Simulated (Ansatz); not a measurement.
# W: sound and stiffness along [100], [110] and [111]

Level of theory: Ansatz 0.2.0, DFT PBEsol, scalar-relativistic, plane waves, PAW. Settings: 420 eV plane-wave cutoff, Γ-centred 20×20×20 mesh, Fermi-Dirac smearing of 0.15 eV. No spin polarisation.

Equilibrium structure at this level:
```cif
data_structure
_symmetry_space_group_name_H-M 'Im-3m'
_symmetry_Int_Tables_number 229
_cell_length_a 3.1542
_cell_length_b 3.1542
_cell_length_c 3.1542
_cell_angle_alpha 90.000
_cell_angle_beta 90.000
_cell_angle_gamma 90.000
_cell_volume 31.38
loop_
_atom_site_label
_atom_site_type_symbol
_atom_site_symmetry_multiplicity
_atom_site_Wyckoff_symbol
_atom_site_fract_x
_atom_site_fract_y
_atom_site_fract_z
_atom_site_occupancy
W1 W 2 a 0.00000 0.00000 0.00000 1
```

In a metal, frequencies and elastic constants depend on the k mesh and the smearing, soft modes and shear constants most. Spin–orbit coupling is left out, which can shift energies with elements as heavy as these.

With ions relaxed, on the cubic axes: C11 = 549.8, C12 = 209.4, C44 = 151.4 GPa. The density is 19.456 g/cm³. Zone-centre modes weren't checked beside this run.

Q: Is the crystal stable against strain, and how anisotropic is it?

A: Born's conditions hold: C11 + 2C12 = 968.7, C11 − C12 = 340.4 and C44 = 151.4 GPa are all positive. B = (C11 + 2C12)/3 = 322.9 GPa. The two shear moduli are C44 and C′ = (C11 − C12)/2 = 170.2 GPa, so Zener's ratio is A = C44/C′ = 0.89: nearly isotropic. The Cauchy pressure C12 − C44 is 58.1 GPa; it would vanish for pair forces between atoms on inversion centres at zero pressure, and a positive value is usual with metallic or many-body binding.

Q: Give the sound speeds along the three symmetry directions.

A: The Christoffel equation gives ρv² for each branch:
```csv
direction,branch,ρv²,GPa,v (m/s)
[100],L,C11,549.8,5316
[100],T (×2),C44,151.4,2789
[110],L,(C11 + C12 + 2C44)/2,531.0,5224
[110],"T, u ∥ [001]",C44,151.4,2789
[110],"T, u ∥ [1-10]",(C11 − C12)/2,170.2,2958
[111],L,(C11 + 2C12 + 4C44)/3,524.7,5193
[111],T (×2),(C11 − C12 + C44)/3,163.9,2903
```

Q: How does Young's modulus depend on direction?

A: Inverting gives S11 = 2.303, S12 = -0.635, S44 = 6.607 TPa⁻¹. Along a unit vector (l, m, n), 1/E = S11 − 2(S11 − S12 − S44/2)(l²m² + m²n² + n²l²), where the last bracket is 0, 1/4 and 1/3 for [100], [110] and [111]: E = 434, 402 and 393 GPa. With A < 1 the cube edge is stiffest. For a film on (001), the biaxial modulus is C11 + C12 − 2C12²/C11 = 600 GPa and the normal strain is −2C12/C11 = -0.76 times the in-plane one.

Cost: 1 run of about 1.3 core-minutes, on Arm Neoverse V1 (shared hosts).

Tungsten combines great stiffness with only moderate sound speeds because its heavy atoms offset the strong restoring forces. The stiffness comes from a roughly half-filled d band: bonding states are largely occupied and antibonding ones largely empty, with the Fermi level near a pseudogap of the bcc structure. This filling also favours bcc over fcc, which helps keep C′ large, since that shear leads along the Bain path.

The remaining anisotropy is mostly in the shear response, with the longitudinal speed falling only from 5316 m/s along [100] to 5193 m/s along [111]. Real tungsten is even closer to isotropic, so A = 0.89 exaggerates the difference between the two shears. The likely cause is a modest error in the shear constants from the functional or the treatment of the Fermi surface, and the preference for a stiff cube edge shouldn't be taken as a firm material property. The positive elastic constants support stability against small homogeneous strains, but not against short-wavelength phonons.
